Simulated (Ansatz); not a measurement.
## Sc2In: energy above lowest point and pressure against volume scale

Free energy against uniform scaling of the volume at fixed shape and fractions; periodic cell, basis, potentials, k mesh and filling as listed. The results are calculated, by Ansatz 0.2.0.

The cell before it is scaled or strained (space group P6_3/mmc, No. 194):
```
Sc2In
1.0
      5.0430     0.0000     0.0000
     -2.5215     4.3674     0.0000
      0.0000     0.0000     6.3023
Sc In
4 2
Direct
  0.00000 0.00000 0.00000
  0.00000 0.00000 0.50000
  0.33333 0.66667 0.75000
  0.66667 0.33333 0.25000
  0.33333 0.66667 0.25000
  0.66667 0.33333 0.75000
```

Settings of every row: functional LDA; dispersion none; potentials PAW; wave cutoff 500 eV; density cutoff 2000 eV; k mesh 5x5x4; k shift 0x0x0; occupations cold; smearing width 0.1 eV; spin none.

Limits: coarse k mesh, up to 40 meV an atom off; the cell comes from a prototype or a list of computed structures and needn't be the stable phase.

```
row  volume scale  V (Å³/atom)  energy above lowest point (meV/atom)  pressure (GPa)
  1          0.92       21.284                                     0            0.52
  2        0.9467       21.901                                   2.3           -1.68
  3        0.9733       22.517                                     ?               ?
  4             1       23.134                                  29.6           -5.23
  5        1.0267       23.752                                  52.5           -6.64
  6        1.0533       24.368                                  80.5           -7.86
  7          1.08       24.985                                 112.9           -8.91
```

Question: what energy above lowest point and pressure should row 3 give?

Worked fit of energy above lowest point. Take u = (V_r/V)^(2/3) − 1 with V_r = 23.443 Å³ an atom, which is twice the finite (Eulerian) strain; such expansions in the strain, on which the Birch-Murnaghan equation of state is built, carry the rest volume and the bulk modulus. The shown rows have u = 0.06653, 0.0464, 0.00888, -0.00869, -0.02547, -0.04158. Least squares give energy above lowest point = 40.35 − 1307.4 × u + 10529 × u² meV/atom; a straight line predicts inner rows, each left out in turn, worse (root mean square 12 against 0.052 meV/atom). The rows lie off it by 0.0, -0.1, 0.0, 0.0, 0.0, 0.0. Its lowest point lies at u = 0.0621, or V = 21.42 Å³ an atom, and the curvature there gives the bulk modulus at fixed shape and fractions, B = (4/9)(1 + u)² E″(u)/V = 79 GPa. Letting shape and atoms relax would as a rule lower it, by much in layered, chain or molecular crystals. The withheld row has u = 0.02723, so the fit gives 40.35 − 1307.4 × (0.02723) + 10529 × (0.02723)² = 12.6 meV/atom.

The calculation gave 12.6 meV/atom. The fit meets it to the printed digit.

Worked fit of pressure. Take u = (V_r/V)^(2/3) − 1 with V_r = 23.443 Å³ an atom, which is twice the finite (Eulerian) strain; such expansions in the strain, on which the Birch-Murnaghan equation of state is built, carry the rest volume and the bulk modulus. The shown rows have u = 0.06653, 0.0464, 0.00888, -0.00869, -0.02547, -0.04158. Least squares give pressure = −5.963 + 80.99 × u + 246.3 × u² GPa; a straight line predicts inner rows, each left out in turn, worse (root mean square 0.28 against 0.0099 GPa). The rows lie off it by 0.00, -0.01, -0.01, 0.01, 0.01, -0.01. The pressure vanishes at u = 0.0620, or V = 21.42 Å³ an atom, and there the bulk modulus at fixed shape and fractions is B = −V dP/dV = (2/3)(1 + u) dP/du = 78.9 GPa. Letting shape and atoms relax would as a rule lower it, by much in layered, chain or molecular crystals. The withheld row has u = 0.02723, so the fit gives −5.963 + 80.99 × (0.02723) + 246.3 × (0.02723)² = -3.58 GPa.

The calculation gave -3.59 GPa. The fit lies 0.01 GPa (0.11 % of the column's range) above it, one unit of the last digit.
